Margin comments on the first and second moments of a canonical band

1. Premises. Space is filled with equal atomic spheres of radius w, one per atom, with (4π/3)w³ = Ω, the volume per atom. The potential is spherical in each sphere and the kinetic energy κ² of the envelope functions is set to zero. This is the atomic-sphere approximation of Andersen (1975). Equations are in Rydberg units, L = lm, and the Y_L are real and normalised to 1 on the unit sphere unless said otherwise. The envelopes solve Laplace's equation:
K_L(r) = (r/w)^(−l−1) Y_L(r̂), J_L(r) = (r/w)^l Y_L(r̂)/[2(2l+1)].
The structure constants are defined by expanding a tail about another site,
(1) K_L(r−R) = −Σ_L' J_L'(r−R') S_R'L',RL for R' ≠ R,
and S_RL',RL = 0 on the site itself. Every number below depends on the factor 2(2l+1) in J and on the minus sign in (1). Another normalisation of J rescales S and Δ in opposite ways.

2. Why eigenvalues of S are band energies. At r = w the partial wave of energy E, with logarithmic derivative D_l(E), joins smoothly to K_l − P_l J_l. There K = 1, rK' = −(l+1), J = 1/[2(2l+1)] and rJ' = lJ, so D(1 − PJ) = −(l+1) − lPJ and
(2) P_l(E) = 2(2l+1)(D+l+1)/(D−l).
By (1), the sum Σ a_RL K_L(r−R) has in the sphere at R' the L' component a_R'L' K − J Σ S a. It matches the partial wave if this equals a_R'L'(K − PJ), which gives (P − S)a = 0. If the blocks of S with l ≠ l' are dropped, the condition is P_l(E) = S_i, where the S_i are the 2l+1 eigenvalues of the block S_ll(k). These are the canonical bands. With the usual form 1/P = Δ/(E−C) + γ, where C is the energy at which D = −l−1,
(3) E_i = C + Δ S_i/(1 − γS_i).
Moments of S are moments of E − C in units of Δ only when γS is negligible.

3. Two lemmas. Let y_L(r) = r^l Y_L(r̂), a harmonic polynomial, and let y_L(∇) be the operator obtained by r → ∇.
(a) y_L(∇)(1/r) = (−1)^l (2l−1)!! y_L(r)/r^(2l+1). The operator ∂₊ = ∂x + i∂y annihilates x+iy and turns g(r) into (x+iy)g'/r. Hence ∂₊^l (1/r) = (x+iy)^l [(1/r)d/dr]^l (1/r), which is the statement for (x+iy)^l. Both sides are linear in y and rotate alike, and the rotated copies of (x+iy)^l span the whole l space.
(b) y_L'(∇) y_L(r) at r = 0 equals δ_LL' (2l+1)!!/4π. It vanishes for l ≠ l' because the degrees differ. For l = l' it is a rotation-invariant form on an irreducible space, so it is a multiple of the overlap on the sphere. One pair fixes the multiple: ∂₊^l (x−iy)^l = 2^l l!, while ∫ sin^(2l)θ dΩ = 4π 2^l l!/(2l+1)!!.

4. Closed form. By (a), K_L = w^(l+1)(−1)^l y_L(∇)(1/r)/(2l−1)!!. Apply y_L'(∇) to both sides of (1) at r = R'. By (b) the right side gives −S w^(−l')(2l'+1)!!/[8π(2l'+1)] = −S w^(−l')(2l'−1)!!/8π. Therefore
(4) S_R'L',RL = −8π(−1)^l w^(l+l'+1) [y_L'(∇) y_L(∇)(1/r)]/[(2l−1)!!(2l'−1)!!], taken at r = R'−R.
Exchanging RL and R'L' replaces (−1)^l by (−1)^l' and reverses r, which gives (−1)^(l+l'). The product is unchanged, so S is real and symmetric and S(k) is Hermitian. S scales as (w/d)^(l+l'+1) with d = |R'−R|, so it depends on the structure and not on the volume.

5. Bond integrals. Put the bond along z and use complex harmonics, with the conjugate in the left factor. Axial symmetry makes S diagonal in m, with equal values for ±m and for the real cos and sin partners. Since ∇²(1/r) = 0 away from the origin, every term containing r² may be dropped from the polynomials. The leading term of the Legendre polynomial is (2l−1)!! t^l/l!, so for m ≥ 0, up to a phase that cancels in the product,
y_lm → N_lm (x+iy)^m z^(l−m)(2l−1)!!/(l−m)!, with N_lm² = (2l+1)(l−m)!/[4π(l+m)!].
In the product, (x²+y²)^m → (−z²)^m, and ∂z^n(1/r) = (−1)^n n!/d^(n+1) on the positive axis. The double factorials cancel against those in (4). For l' = l,
(5) S_llm = (−1)^(l+m+1) 2(2l+1) B(2l, l+m) (w/d)^(2l+1),
where B is the binomial coefficient. This gives ssσ = −2(w/d), pp(σ,π) = 6(2,−1)(w/d)³ and dd(σ,π,δ) = 10(−6,4,−1)(w/d)⁵. A direct test of ddσ is possible on the axis, where the tail is w³/(d−z)³ times Y₂₀. Its z² term is 6w³z²/d⁵, which must equal −S(z/w)²/10, so S = −60(w/d)⁵. For general l, l' the same steps give
(6) S_l'lm² = 4(2l+1)(2l'+1) B(l+l', l+m) B(l+l', l−m) (w/d)^(2l+2l'+2).

6. First moment, zone average. For one atom per cell, S(k) = Σ_T e^(ik·T) S(T) over lattice vectors T ≠ 0, with S(T) = S_0L',TL. The zone average of e^(ik·T) is zero unless T = 0, and that term is absent. So every element of S(k) averages to zero, not only the trace. Exchanging sum and average is immediate for d and f, where Σ T⁻⁵ converges absolutely. For s and p, insert e^(−ηT), which makes the average zero for each η > 0. The only part that is not uniform as η → 0 is the long-wavelength one. For s it is −2w(4π/Ω)/(k²+η²) → −6/(kw)², bounded by the integrable 1/k², and for p it is bounded. The limit therefore passes under the integral.
On a finite mesh the statement is inexact. A Γ-centred N×N×N mesh retains the vectors of the N-fold superlattice, so by scaling the mesh average of S_dd is N⁻⁵ S_dd(Γ), a factor 3×10⁻⁵ for N = 8. For s the Γ point is infinite and no such average exists.

7. First moment at each k. The addition theorem Σ_m Y_lm² = (2l+1)/4π is the polynomial identity Σ_m y_lm² = (2l+1) r^(2l)/4π. The trace of (4) thus contains (∇²)^l (1/r), which is zero at every R' ≠ R when l ≥ 1. Equation (5) says the same: Σ_m (−1)^m B(2l, l+m) is ±(1−1)^(2l), and for d it reads −6 + 2·4 − 2·1 = 0. The trace vanishes bond by bond, so
(7) Σ_i S_i(k) = 0 for l > 0 at every k, in any lattice.
With several atoms per cell it holds for each site-diagonal block. The centre of gravity of an unhybridised p, d or f band is flat at C when γ = 0. At Γ in a cubic crystal the d levels obey 3S(t2g) + 2S(eg) = 0.
The p block shows how (7) survives a conditionally convergent sum. From (4), S_ij = 6w³ ∂i∂j(1/r). The non-analytic term at small k is 6w³(4π/Ω)(−k̂_i k̂_j) = −18 k̂_i k̂_j. The rest is analytic, a multiple of δ_ij at k = 0 in a cubic lattice, and (7) fixes it at +6. The eigenvalues tend to −12, 6, 6, with eigenvectors that depend on the direction of approach. In an Ewald evaluation by Cartesian derivatives the real-space, reciprocal-space and self terms each have a trace and only their converged sum has none, so (7) tests convergence. In a code built on harmonics of order 2l alone the trace is zero term by term and tests nothing.

8. Second moment. Define μ₂ = ⟨tr S_ll(k)²⟩/(2l+1), the mean of S_i² over bands and zone. In the product of two Bloch sums the average keeps T' = −T, and S(−T) is the transpose of S(T), so ⟨tr S²⟩ = Σ_T tr[S(T)S(T)ᵀ]. Each S(T) is an orthogonal rotation of the diagonal matrix (5), hence the trace is Σ_m S_llm². Vandermonde's identity, the coefficient of t^(2l) in (1+t)^(2l)(1+t)^(2l), gives Σ_m B(2l, l+m)² = B(4l, 2l), and
(8) μ₂ = 4(2l+1) B(4l, 2l) Σ_T (w/T)^(4l+2).
The prefactors are 4, 72, 1400 and 25872 for s, p, d, f. For d, 100(36 + 2·16 + 2·1)/5 = 1400. For s the sum Σ T⁻² diverges, as does ∫ d³k/k⁴, so the canonical s band has a first moment and no second. From (6), the squared coupling to a channel l', per orbital of l and per bond, is 4(2l'+1) B(2l+2l', 2l)(w/d)^(2l+2l'+2). This is 4(w/d)⁶ for d–s and 180(w/d)⁸ for d–p. These terms are not in (8), which is the square of the dd block and not the dd block of the square.

9. From μ₂ to a width. Since μ₁ = 0, μ₂ is the variance. A flat density of states of width W has variance W²/12, so W = √(12μ₂). This is a choice of shape. A semi-elliptic band has variance W²/16. The only shape-free statement comes from ⟨(S₊−S)(S−S₋)⟩ ≥ 0 for band edges S₋ and S₊. It gives μ₂ ≤ −S₊S₋ ≤ (S₊−S₋)²/4, so the true range is at least 2√μ₂. Ratios of widths between two sites are free of the factor 12 if the shapes are alike.

10. The fcc number. With d = a/√2 and Ω = a³/4, (w/d)³ = 3√2/8π, w/d = 0.5527, (w/d)¹⁰ = 2.6586×10⁻³ and 1400(w/d)¹⁰ = 3.722. It is convenient to sum by (001) layers. Layer n lies at height nd/√2, and (T/d)² = (i+n/2)² + (j+n/2)² + n²/2 for integers i, j. The layer sums L_n = Σ (d/T)¹⁰ are L₀ = 4.1318 (origin omitted), L₁ = 4.0349, L₂ = 0.0527, and 0.0021 for all n ≥ 3 together. The bulk sum is L₀ + 2Σ_(n≥1) L_n = 12.311. Then μ₂ = 45.82 and W = 23.45. The twelve nearest neighbours alone give μ₂ = 44.66 and W = 23.15. The semi-elliptic width would be 27.1 and the lower bound on the range is 13.5.

11. Moments without Bloch's theorem. At a surface the useful object is the projected density n_RL(S) = Σ_j |⟨RL|j⟩|² δ(S − S_j) over eigenvectors j of the real-space d block. Its p-th moment is the diagonal element (S^p)_RL,RL. The first moment is the on-site element, zero for each orbital separately, so no geometric crystal field appears in μ₁. The second is Σ_R'L' S²_RL,R'L', and its mean over the five orbitals is (8) with the sum over the sites that exist. The trace rule holds for every layer block at each k∥. A smaller μ₂ does not move the band edges, because bulk states reach the surface with reduced weight. The narrowing is one of rms spread.
Deleting sites has a precise meaning. By (2), a sphere with flat potential and zero kinetic energy has D = l and P = ∞, so its amplitudes vanish. Truncating the sum is the same as a vacuum with κ = 0 at the energy of the d band. Comment 14 sizes the correction.

12. The (001) surface atom. It keeps 4 neighbours in its plane and 4 below. Its sum is L₀ + Σ_(n≥1) L_n = 8.2215, the mean of the bulk sum and L₀. The second layer adds L₁ and has 12.256.
site: μ₂, W
bulk: 45.82, 23.45
layer 2: 45.62, 23.40
layer 1: 30.60, 19.16
layer 1, nearest neighbours only: 29.78, 18.90
The ratio W(layer 1)/W(bulk) is 0.817, against √(8/12) = 0.816 from counting neighbours, and it is 0.998 for layer 2. The tenth power confines the effect to the top layer.

13. Orbital by orbital. The average hides a spread nearly as large as the effect. For a bond along the unit vector n, S² has eigenvalues 36, 16, 1 in units of u = 100(w/d)¹⁰, so its diagonal element is 36p_σ + 16p_π + p_δ, where the p are the weights of the orbital in the bond frame. Write the orbital as r·Q·r with Q symmetric, traceless and tr Q² = 1. With n as third axis the σ basis matrix is diag(−1,−1,2)/√6, and the π matrices have off-diagonal elements 1/√2. Hence p_σ = (3/2)(n·Qn)², p_π = 2[|Qn|² − (n·Qn)²] and p_δ = 1 − p_σ − p_π. With x, y along cube edges and z normal to the surface, the values per bond in units of u are
bond (110): xy 27.25, xz 8.5, yz 8.5, x²−y² 16, 3z²−r² 9.75
bond (101): xy 8.5, xz 27.25, yz 8.5, x²−y² 11.3125, 3z²−r² 14.4375
Each row sums to 70. Bonds of type (011) follow from the second row by exchanging xz and yz. The bulk atom has four bonds of each type. The surface atom has four of type (110) and two each of the other types. Summing nearest neighbours,
orbital: bulk, surface, ratio of rms widths
xy: 177, 143, 0.899
xz, yz: 177, 105.5, 0.772
x²−y²: 154.5, 109.25, 0.841
3z²−r²: 154.5, 96.75, 0.791
The four rows belong to different representations of the site group C4v, so S² has no off-diagonal elements on the site. The xy orbital points at the in-plane neighbours and loses least. The xz and yz orbitals point at the missing atoms and lose most.

14. Neglected terms and their size, in units of Δ. The inputs are a typical lattice constant of Ni, a = 3.52 Å, which gives w = 1.376 Å = 2.600 bohr, and those named below.
(i) Finite γ. Expanding (3), the mean of (E−C)/Δ is γμ₂ + O(γ²). A typical magnitude for the Ni d band is |γ| ≈ 0.003. The centre then moves by 0.14, the surface-to-bulk difference of that move is 0.05, and energies at |S| = W/2 are distorted by |γ|W/2 = 0.035.
(ii) Hybridisation. Eliminating a channel l' from (P − S)a = 0 replaces S_dd by S_dd + S_dl'(P_l' − S_l'l')⁻¹ S_l'd. As a rough estimate drop S_l'l' and keep nearest neighbours. The mean d level then moves by the squared coupling divided by P_l'. For p the coupling is 12·180(w/d)⁸ = 18.8. Model the p wave as free, j₁(κr), at an assumed κw = 1.8, a kinetic energy of 0.48 Ry. Equation (2) gives P_p = −19, and the d centre moves by about −1.0. The trace rule is thus broken at about 4 per cent of W. The surface atom loses a third of this push and rises by 0.33 relative to the bulk. The d–s coupling is only 12·4(w/d)⁶ = 1.4, but the s band crosses the d band, the denominator passes through zero, and the effect is local in energy and of either sign.
(iii) The vacuum barrier. Replace the four missing atoms by empty spheres with a flat potential at the vacuum level. At the Fermi level the kinetic energy is minus the work function, compiled as 5.02 eV for polycrystalline Ni (Tran 2019). With q² = 0.369 Ry, qw = 1.58, and the modified Bessel functions i_l(qr) in (2) give P_p = 45 and P_d = 156. The couplings are 4·180(w/d)⁸ = 6.27 and 4·1400(w/d)¹⁰ = 14.9, so the centre rises by 0.14 and 0.10. These err on the high side as far as the barrier height goes, since the first vacuum layer lies below the vacuum level. With (ii) the total rise is about 0.6.
(iv) Relaxation. If the top interlayer spacing changes by a fraction ε, the four bonds to layer 2 change by ε/2, their share of μ₂ by −5ε, the surface μ₂ by −2.5ε and W by −1.25ε at fixed w and Δ. A few per cent of relaxation would alter an 18 per cent narrowing visibly.

15. Range of validity. Equations (4) to (8) are exact for bare structure constants at κ = 0, in any arrangement of sites, with the convergence conditions stated: μ₁ for all l, the trace rule and μ₂ for l ≥ 1. With unequal spheres they still hold with w the average radius, and P acquires the factor (w/s)^(2l+1) for a sphere of radius s. They fail in three common variants. First, the augmented spherical wave method of Williams, Kübler and Gelatt (1979) uses Hankel envelopes at a small negative κ² = −q². Then ∇² → q² on e^(−qr)/r, and with envelopes normalised to tend to K and J as q → 0 the d trace per bond is −(10/9)(qw)⁴(w/d)e^(−qd), small but not zero. Second, screened constants S(1 − αS)⁻¹ have an on-site term, so their first moment is not zero. Third, hybridised bands obey neither rule. The reading as energies needs |γ|W/2 ≪ 1, the same C and Δ on all sites, and weak coupling to s and p. This suits narrow d and f bands in close-packed metals and not the wide s and p bands, where γS is of order one. Two moments say nothing about skewness, peaks or surface states. The widths are one-electron widths, without dynamical correlation.

16. Illustration: Ni(001). Use a typical Δ = 0.15 eV (0.011 Ry) for the Ni d band on every layer. The model widths are 3.5 eV in the bulk and 2.9 eV in the top layer, a loss of 0.64 eV.
The narrowing forces a shift of the band centre if each layer keeps its d charge. Assume rectangular spin bands of five states each, a full majority band, and assign the compiled spin moment of 0.57 μB per atom (Ekholm 2018) wholly to minority d holes. The minority band holds 4.43 electrons and E_F − C↓ = W(4.43/5 − 1/2) = 0.386 W. The majority band is full if the exchange splitting I·m, with m = 0.57, exceeds the empty part mW/5 of the minority band, that is if I > W/5. This is 0.70 eV in the bulk and 0.57 eV at the surface, both below a typical Stoner parameter I ≈ 1.0 eV, so the assumption is consistent. E_F is common to all layers, hence
δC = 0.386 (W_bulk − W_surface) = +0.25 eV.
The shift is upward for a band more than half full and downward for one less than half full. The moment was an input, and layer neutrality keeps it fixed, so the model says nothing about a surface enhancement. δC is the shift of the effective d centre. Items (ii) and (iii) supply just under 0.1 eV of it, about a third, so the part left to the electrostatic potential, which core levels feel, is known only to that margin.
The canonical numbers carry over unchanged to any fcc metal. For Cu, the wiring metal, a typical Δ = 0.12 eV gives model widths of 2.8 eV in the bulk and 2.3 eV at (001). The neutrality argument does not carry over, because E_F lies above the Cu d band.
As typical knowledge, one-electron d bands span roughly 4 to 4.5 eV in Ni and about 3 eV in Cu from edge to edge. The model's rectangular widths lie below these by up to about a fifth, the direction expected for a shape without tails. The ratio 0.817 does not depend on Δ and is the firmer result.